**Margin comments on the cofactor conditions, with a model of Zn₄₅Au₃₀Cu₂₅**

*Conventions.* $U=U^T>0$ is the dimensionless transformation stretch, with $\lambda_1\le\lambda_2\le\lambda_3$ and eigenvectors $v_i$. Austenite is $I$, $(a\otimes n)x=a(n\cdot x)$, and $\operatorname{cof}A=(\det A)A^{-T}$ for invertible $A$. The twin equation is $\hat R\hat U=U+a\otimes n$. A laminate has average gradient $F_f=U+f\,a\otimes n$, with $C_f=F_f^TF_f$.

**1. Why the middle eigenvalue.** $RU=I+b\otimes m$ gives $U^2-I=m\otimes c+c\otimes m$, with $c=b+\tfrac12|b|^2m$. Its eigenvalues are $0$ and $m\cdot c\pm|m||c|$, so $\lambda_2=1$. Conversely, if $\lambda_2=1$ then $U^2-I=\tfrac12(p\otimes q+q\otimes p)$ with $p,q=\sqrt{\lambda_3^2-1}\,v_3\pm\sqrt{1-\lambda_1^2}\,v_1$, and the planes normal to $p$ and $q$ are undistorted.

**2. What "every $f$" means.** The cofactor conditions (Chen, Srivastava, Dabade and James, 2013) state that $C_f$ has middle eigenvalue 1 for all $f\in[0,1]$. This makes the *average* compatible. Removing the transition layer needs a further construction (comment 5).

**3. Where the conditions come from.** Equal determinants force $n\cdot U^{-1}a=0$, so $\det F_f=\det U$ and $F_f-F_f^{-T}$ is $U-U^{-1}$ plus $f$ times a rank-two matrix. Hence $g(f)=\det(C_f-I)=\det F_f\det(F_f-F_f^{-T})$ is quadratic, and $g(1)=g(0)$:
$$g(f)=g(0)+2f(1-f)\,a\cdot U\operatorname{cof}(U^2-I)\,n .$$
Likewise $\operatorname{tr}C_f=\operatorname{tr}U^2-f(1-f)|a|^2|n|^2$. With one eigenvalue at 1, the other two straddle 1 iff $\operatorname{tr}C_f-\det U^2-2\ge0$, which is tightest at $f=\tfrac12$:
$$\kappa=\operatorname{tr}U^2-\det U^2-\tfrac14|a|^2|n|^2-2\ge0 .$$

**4. The model.** For the cubic-to-monoclinic transformation, in cubic axes,
$$U=\begin{pmatrix}\alpha&\beta&0\\ \beta&\gamma&0\\0&0&\delta\end{pmatrix},\qquad e=\tfrac{1}{\sqrt2}(1,0,1),\qquad \hat U=QUQ,\quad Q=2e\otimes e-I .$$
The type II twin has $a=Ue$, $n=2(e-U^2e/|Ue|^2)$. Setting $\gamma=1+\beta^2/(\alpha-1)$ gives eigenvalues $\delta$, $1$, $\lambda_3=\alpha+\gamma-1$, with $v_2\parallel(\beta,1-\alpha,0)$. Then $\operatorname{cof}(U^2-I)=(\delta^2-1)(\lambda_3^2-1)\,v_2\otimes v_2$ and
$$g(f)=4f(1-f)(\delta^2-1)(\lambda_3^2-1)(e\cdot v_2)^2\left(1-|Ue|^{-2}\right).$$
The second condition is therefore $|Ue|=1$, or $\delta^2=2-\alpha^2-\beta^2$.

**5. The inequality then costs nothing.** At $|Ue|=1$, $e\cdot(U^2-I)e=0$ puts $e$ in an undistorted plane, and $n=-2(U^2-I)e$ is its normal: $n\parallel(1,\beta/(\alpha-1),-1)$. Both variants map that plane identically, so austenite joins any stacking of bands on the twin plane without a transition layer. Also $\kappa=(1-\delta^2)(\lambda_3^2-1)(e\cdot v_2)^2\ge0$.

**6. Numbers.** Take $\alpha=1.059$, $\beta=0.007$, approximate for this alloy. The tuned model has $\gamma=1.00083$, $\lambda_3=1.05983$, $\delta=0.93727$, $(e\cdot v_2)^2=6.94\times10^{-3}$, $\kappa=1.04\times10^{-4}$ and $n\parallel(1,0.1186,-1)$. The digits belong to the model, not the alloy. The outer eigenvalues of $C_f$ have product $\det U^2$ and sum $\operatorname{tr}C_f-1$. The principal stretches, symmetric under $f\to1-f$, are:

| $f$ | lowest | middle | highest |
|---|---|---|---|
| 0 | 0.93727 | 1.00000 | 1.05983 |
| 1/4 | 0.96606 | 1.00000 | 1.02824 |
| 1/2 | 0.99060 | 1.00000 | 1.00277 |

This is the general statement realised exactly, with the narrowest margin at $f=\tfrac12$.

**7. $\lambda_2=1$ alone fails.** Use instead the approximate input $\delta=0.936$. Each variant still fits austenite, but $g(\tfrac12)=1.26\times10^{-7}$. Since $n\cdot e=0$, $C_{1/2}e=|Ue|^2e$ exactly, and here this is the middle eigenvalue. The middle stretch is $|Ue|=0.99941$, a misfit of $5.9\times10^{-4}$. Three-decimal inputs cannot resolve this, so the model does not decide how closely the alloy complies. Under load $U$ also changes elastically: 100 MPa on a typical modulus of 100 GPa gives a strain of 0.001, which rivals the misfit.

**8. Where the inequality bites.** Take $U=\operatorname{diag}(\lambda_1,1,\lambda_3)$ with the same $e$, a compound twin. Now $e\cdot v_2=0$ satisfies the second condition trivially. With $S=\lambda_1^2+\lambda_3^2$ and $P=\lambda_1^2\lambda_3^2$,
$$\kappa=\frac{(S-2)(S-2P)}{2S}.$$
For $\lambda_1=0.936$ and $\lambda_3>1$ this is non-negative only for $\sqrt{2-\lambda_1^2}\le\lambda_3\le\lambda_1/\sqrt{2\lambda_1^2-1}$, that is, from 1.060 to 1.079. Outside this window $g\equiv0$ still holds, yet near $f=\tfrac12$ the unit eigenvalue is no longer the middle one.